# S functions and the mean-square multipole energy: four charges for ammonia

*A seminar talk, with questions from the floor*

The multipole energy of two rigid molecules factorises into moments fixed in each molecule, a power of the distance, and a function of orientation alone. Today I define that function, show that such functions are orthogonal, and get the mean-square energy from the orthogonality. The test case is a pair of NH$_3$ molecules, a process gas of nitride deposition and one of the simplest polar molecules with a moment that is not axial.

## Conventions

$C_{lm}=\sqrt{4\pi/(2l+1)}\,Y_{lm}$ with the Condon–Shortley phase. The moments are $Q_{lm}=\sum_a q_a r_a^l C_{lm}(\hat{\mathbf r}_a)$. The vector $\mathbf R=R\,\mathbf n$ points from the origin of A to the origin of B. The Euler angles $\Omega=(\alpha,\beta,\gamma)$ carry the global axes into the body axes, with $D^l_{mk}=e^{-im\alpha}d^l_{mk}(\beta)e^{-ik\gamma}$, so that

$$Q^{\rm global}_{lm}=\sum_k [D^l_{mk}(\Omega)]^*\,Q_{lk},\qquad [D^l_{m0}]^*=C_{lm}(\beta,\alpha).$$

The index $k$ always labels body-fixed components.

## The general statement

I start from the expansion in global axes, valid when the spheres that enclose the two charge distributions do not overlap. With $L=l_1+l_2$,

$$U=\sum_{l_1l_2}\frac{(-1)^{l_1}}{4\pi\varepsilon_0R^{L+1}}\sqrt{\frac{(2L+1)!}{(2l_1)!\,(2l_2)!}}\sum_{m_1m_2m}Q^{A}_{l_1m_1}Q^{B}_{l_2m_2}C_{Lm}(\mathbf n)\begin{pmatrix}l_1&l_2&L\\m_1&m_2&m\end{pmatrix}.$$

Following Stone, define for even $l_1+l_2+j$

$$\bar S^{k_1k_2}_{l_1l_2j}=i^{\,l_1-l_2-j}\begin{pmatrix}l_1&l_2&j\\0&0&0\end{pmatrix}^{-1}\sum_{m_1m_2m}[D^{l_1}_{m_1k_1}(\Omega_A)]^*[D^{l_2}_{m_2k_2}(\Omega_B)]^*C_{jm}(\mathbf n)\begin{pmatrix}l_1&l_2&j\\m_1&m_2&m\end{pmatrix}.$$

The 3j symbol couples three tensors to a scalar, so $\bar S$ is unchanged when the whole pair is rotated. For $j=L$ the phase is $(-1)^{l_2}$ and

$$\begin{pmatrix}l_1&l_2&L\\0&0&0\end{pmatrix}=(-1)^{L}\sqrt{\frac{(2l_1)!\,(2l_2)!}{(2L+1)!}}\binom{L}{l_1}.$$

Insert the body-fixed moments into $U$. The square roots cancel and the signs multiply to $(-1)^{l_1+l_2+L}=1$:

$$U=\sum_{l_1l_2}\sum_{k_1k_2}\binom{l_1+l_2}{l_1}\frac{Q^A_{l_1k_1}Q^B_{l_2k_2}\,\bar S^{k_1k_2}_{l_1,l_2,l_1+l_2}}{4\pi\varepsilon_0R^{\,l_1+l_2+1}} .$$

With all axes parallel and $\mathbf n$ along $z$, $\bar S^{00}_{l_1l_2L}=(-1)^{l_2}$. Two head-to-tail dipoles get $-2\mu^2/4\pi\varepsilon_0R^3$, as they must.

Now average over $\Omega_A$ and $\Omega_B$, independently and uniformly, at fixed $\mathbf R$. Three facts are needed: $\langle D^{l*}_{mk}D^{l'}_{m'k'}\rangle=\delta_{ll'}\delta_{mm'}\delta_{kk'}/(2l+1)$; the sum over $m_1,m_2$ of two 3j symbols is $\delta_{jj'}\delta_{mm'}/(2j+1)$; and $\sum_m|C_{jm}|^2=1$. Together,

$$\big\langle \bar S^{k_1k_2\,*}_{l_1l_2j}\,\bar S^{k_1'k_2'}_{l_1'l_2'j'}\big\rangle=\frac{\delta_{l_1l_1'}\delta_{l_2l_2'}\delta_{jj'}\delta_{k_1k_1'}\delta_{k_2k_2'}}{(2l_1+1)(2l_2+1)(2j+1)}\begin{pmatrix}l_1&l_2&j\\0&0&0\end{pmatrix}^{-2}.$$

Since $U$ is real, $U^2=U^*U$, every cross term drops out, and the binomial cancels against the one in the 3j symbol:

$$\langle U^2\rangle=\sum_{l_1l_2}c_{l_1l_2}\frac{|Q^A_{l_1}|^2|Q^B_{l_2}|^2}{(4\pi\varepsilon_0)^2R^{2l_1+2l_2+2}},\qquad c_{l_1l_2}=\frac{(2l_1+2l_2)!}{(2l_1+1)!\,(2l_2+1)!},\qquad |Q_l|^2=\sum_k|Q_{lk}|^2 .$$

For two dipoles $c_{11}=2/3$, the familiar Keesom factor.

**Question.** *You did not average over the direction of $\mathbf R$. Is something missing?*

No. $\bar S$ depends only on relative orientation, so once both molecules tumble, $\mathbf n$ is arbitrary. The rule $\sum_m|C_{jm}|^2=1$ says exactly that.

**Question.** *Why is odd $l_1+l_2+j$ excluded?*

The normalising 3j symbol vanishes there, and one uses the sum without it. Electrostatics has only $j=l_1+l_2$ and never meets the case. Other $j$ appear when repulsion or dispersion is expanded.

## The model

From here on I use atomic units, $4\pi\varepsilon_0=1$, moments in $ea_0^l$. Put $+q$ on three sites at cylindrical radius $\rho$, height $z_H$ and azimuths $0,\pm2\pi/3$, and $-3q$ on the axis at $z_s$. The $z$ axis points from N toward the H$_3$ plane and the origin is the centre of mass. A threefold axis allows only $k=0,\pm3,\pm6,\dots$, so the octupole is the lowest rank with $k\neq0$. The mirror plane $xz$ leaves one real combination, defined by $Q_{l,\pm3}=\mp Q_{l3c}/\sqrt2$. Then

$$Q_{10}=3q(z_H-z_s),\quad Q_{20}=3q\big(z_H^2-\tfrac12\rho^2-z_s^2\big),\quad Q_{30}=3q\big(z_H^3-\tfrac32z_H\rho^2-z_s^3\big),\quad Q_{33c}=3q\sqrt{\tfrac58}\,\rho^3 .$$

$Q_{33c}$ contains no $z$, so sliding the origin along the axis leaves it alone. $Q_{20}$ and $Q_{30}$ do change.

## The dipole–octupole term, done twice

The leading term with $k=3$ couples the dipole $\mu=Q_{10}$ of A, along the unit vector $\mathbf a$, to $Q_{33c}$ of B. It has $l_1=1$, $l_2=3$, $j=4$.

*From the definition.* Rotational invariance lets me take B's body axes as global axes. Then $D^3=\mathbf 1$ and $[D^1_{m0}]^*=C_{1m}(\mathbf a)$. The phase is $-1$. The three surviving 3j symbols, divided by the one with zero projections, are $\sqrt{28}/4$, $-\sqrt7/4$ and $1/4$:

$$4\bar S^{03}_{134}=-\sqrt{28}\,C_{11}(\mathbf a)C_{4,-4}(\mathbf n)+\sqrt7\,C_{10}(\mathbf a)C_{4,-3}(\mathbf n)-C_{1,-1}(\mathbf a)C_{4,-2}(\mathbf n).$$

The partner is $\bar S^{0,-3}_{134}=-(\bar S^{03}_{134})^*$, and the function that multiplies $Q_{33c}$ is $\bar S^{0,3c}=(\bar S^{0,-3}-\bar S^{03})/\sqrt2$. Writing the harmonics in Cartesian form gives

$$4\bar S^{0,3c}_{134}=\sqrt{\tfrac58}\;\mathbf a\cdot\mathbf E,\qquad \mathbf E=\nabla f-7f\,\mathbf n,\qquad f=n_x^3-3n_xn_y^2,\qquad \nabla f=\big(3n_x^2-3n_y^2,\,-6n_xn_y,\,0\big).$$

*From elementary electrostatics.* The $k=3$ octupole makes the potential $V=Q_{33c}\sqrt{5/8}\,f(\mathbf r)/r^7$, and a dipole in it has energy $\mu\,\mathbf a\cdot\nabla V$. Now $\nabla(f/r^7)=\nabla f/r^7-7f\,\mathbf r/r^9$ is even in $\mathbf r$, and A sits at $\mathbf r=-R\,\mathbf n$. Hence $U=\mu Q_{33c}\sqrt{5/8}\,\mathbf a\cdot\mathbf E/R^5$. This equals $\binom41\mu Q_{33c}\bar S^{0,3c}_{134}/R^5$, sign included.

*The average.* Tumbling A gives $\langle(\mathbf a\cdot\mathbf E)^2\rangle=|\mathbf E|^2/3$. Because $f$ is a cubic form, $\mathbf n\cdot\nabla f=3f$, so $|\mathbf E|^2=|\nabla f|^2-42f^2+49f^2$. With polar angles $\theta,\phi$ of $\mathbf n$ in B,

$$|\mathbf E|^2=9\sin^4\theta+7\sin^6\theta\cos^23\phi .$$

Tumbling B sweeps $\mathbf n$ uniformly over the sphere. The averages $\langle\sin^4\theta\rangle=8/15$ and $\langle\sin^6\theta\rangle=16/35$ give $24/5+8/5=32/5$, and

$$\langle U^2\rangle=\frac58\cdot\frac13\cdot\frac{32}5\,\frac{\mu^2Q_{33c}^2}{R^{10}}=\frac43\,\frac{\mu^2Q_{33c}^2}{R^{10}} .$$

The general statement gives $c_{13}=8!/(3!\,7!)=4/3$. The norm agrees too: the squared 3j symbol is $4/63$, so $\langle\bar S^2\rangle=63/(4\cdot3\cdot7\cdot9)=1/12$, and $16/12=4/3$.

*Orthogonality in $k$.* The axial octupole has $g=n_z^3-\tfrac32n_z(n_x^2+n_y^2)$ in place of $\sqrt{5/8}\,f$, and $\mathbf E_0=\nabla g-7g\,\mathbf n$. Its mean square is $\langle|\mathbf E_0|^2\rangle/3=4/3$, the same number. The cross term is $\mathbf E\cdot\mathbf E_0=f\,(7g-9n_z)\propto\cos3\phi$, which averages to zero. So the two components enter as $Q_{30}^2+Q_{33c}^2$.

**Question.** *That was the easy case. Ranks 4 and 5 also have $\cos3\phi$ components. What kills those cross terms?*

For rank 4 the product is odd in $n_z$. For rank 5 parity does not help and the orthogonality of the harmonics does the work: $C_{53c}\propto(9n_z^2-1)f$, and $\int_{-1}^{1}(1-z^2)^3(9z^2-1)\,dz=0$. The field of a rank-$l$ term has a radial part proportional to the harmonic and a tangential part that is its surface gradient. Integration by parts on the sphere turns the product of gradients into the same vanishing overlap.

## Numbers

Typical values for ammonia: N–H length 1.012 Å, HNH angle 106.7°, atomic masses 14.007 and 1.008. They give $\rho=1.772\,a_0$, a pyramid height of $0.720\,a_0$ and $z_H=0.592\,a_0$. I assume $q=0.50\,e$ and $z_H-z_s=0.385\,a_0$, so $z_s=0.207\,a_0$. These two were chosen so that the dipole comes out at the typical 1.47 D and the quadrupole near the typical $-2\,ea_0^2$. Neither is therefore a test of anything.

| $l$ | $Q_{l0}$ | $Q_{l3c}$ | $\lvert Q_l\rvert^2$ |
|---|---|---|---|
| 1 | 0.5775 | – | 0.3335 |
| 2 | −1.894 | – | 3.586 |
| 3 | −3.885 | 6.598 | 58.63 |
| 4 | 0.775 | 10.33 | 107.4 |
| 5 | 11.64 | −1.468 | 137.6 |

The last column also follows without components, from the addition theorem: $|Q_l|^2=\sum_{ab}q_aq_b(r_ar_b)^lP_l(\cos\gamma_{ab})$, with $\gamma_{ab}$ the angle between sites $a$ and $b$ seen from the origin. The $k=3$ component holds 74 per cent of $|Q_3|^2$.

The outer sites lie $1.868\,a_0$ from the origin, so the series converges in every orientation for $R>3.74\,a_0$. Take $R=10\,a_0=5.29$ Å. The single term solved above is largest in size where $|\mathbf E|=4$. One such place is $\mathbf n=\mathbf a=\hat{\mathbf x}$: A lies in the plane through B's origin normal to its axis, on the side between two hydrogens, with its positive end toward B. There $U=-\sqrt{10}\,\mu Q_{33c}/R^5=-0.316$ kJ/mol. Its root mean square is 0.116 kJ/mol.

In the table, pairs with $l_1\ne l_2$ are counted twice, since either molecule can carry the lower rank. Entries are in (kJ/mol)$^2$. The last column is what is lost if all $k=3$ moments are set to zero.

| ranks | power | $c_{l_1l_2}$ | $\langle U^2\rangle$ | due to $k=3$ |
|---|---|---|---|---|
| 1,1 | $R^{-6}$ | 2/3 | 0.5111 | – |
| 1,2 | $R^{-8}$ | 1 | 0.1649 | – |
| 1,3 | $R^{-10}$ | 4/3 | 0.0359 | 0.0267 |
| 2,2 | $R^{-10}$ | 14/5 | 0.0248 | – |
| 1,4 | $R^{-12}$ | 5/3 | 0.0008 | 0.0008 |
| 2,3 | $R^{-12}$ | 6 | 0.0174 | 0.0129 |
| 1,5 | $R^{-14}$ | 2 | 0.00001 | below $10^{-6}$ |
| 2,4 | $R^{-14}$ | 11 | 0.0006 | 0.0006 |
| 3,3 | $R^{-14}$ | 132/7 | 0.0045 | 0.0042 |
| sum | | | 0.7600 | 0.0452 |

The root mean square of the model is 0.87 kJ/mol, and 5.9 per cent of the mean square comes from $k=3$. The dipole–octupole $k=3$ term alone exceeds the whole quadrupole–quadrupole term.

**Question.** *Could one stop at $R^{-10}$?*

Not for the $k=3$ effect. The quadrupole–octupole piece, 0.0129, is about half of the leading 0.0267, because $c_{l_1l_2}$ grows fast when both ranks are high. Beyond the table the rank (3,4) pair adds 0.0004, so the four decimals describe the truncated sum and the total is about 0.76. All terms are positive, so truncation can only underestimate. For two molecules that are axially symmetric at every rank the last column would be empty.

**Question.** *How far do you trust 6.598?*

It is the model's number. Two fitted inputs fix two moments, and nothing fixes the octupole. It scales as $q\rho^3$. Leave the negative charge on the nitrogen and fit the same dipole: then $q=0.267\,e$, $Q_{33c}=3.53$, and the dipole–octupole $k=3$ entry shrinks by the factor 0.286. The quadrupole of that variant is only $-0.99\,ea_0^2$, which is why I moved the site. So between two four-site models $Q_{33c}$ differs by nearly a factor of two. The coefficient $4/3$ does not depend on that choice.

**Question.** *What does a uniform average mean physically? Real pairs favour attractive orientations.*

It is the second cumulant of the orientational free energy. For neutral molecules $\langle U\rangle=0$, and classical rotors give $A(R)=-\langle U^2\rangle/2k_BT+\langle U^3\rangle/6(k_BT)^2-\dots$ At 300 K, $RT=2.494$ kJ/mol with $R$ here the gas constant, and the first term is about $-0.15$ kJ/mol for this model. The expansion parameter, root mean square over $k_BT$, is 0.35. The third-order term relative to the second is the skewness times a third of that, 0.12, so two figures is the most one can print. Orthogonality says nothing about $\langle U^3\rangle$, which needs products of three S functions.

**Question.** *And the forces you left out?*

Dispersion rivals the whole effect. A typical $C_6$ of about $90\,E_ha_0^6$ gives $-0.24$ kJ/mol at $10\,a_0$, larger in size than the electrostatic free energy. At contact, in the bound dimer, the electron clouds overlap, the molecules no longer tumble freely, and the cumulant series fails. There the body-fixed form of $U$ remains the tool for the multipolar part of the energy at each geometry, while $\langle U^2\rangle$ serves only to rank the terms by size.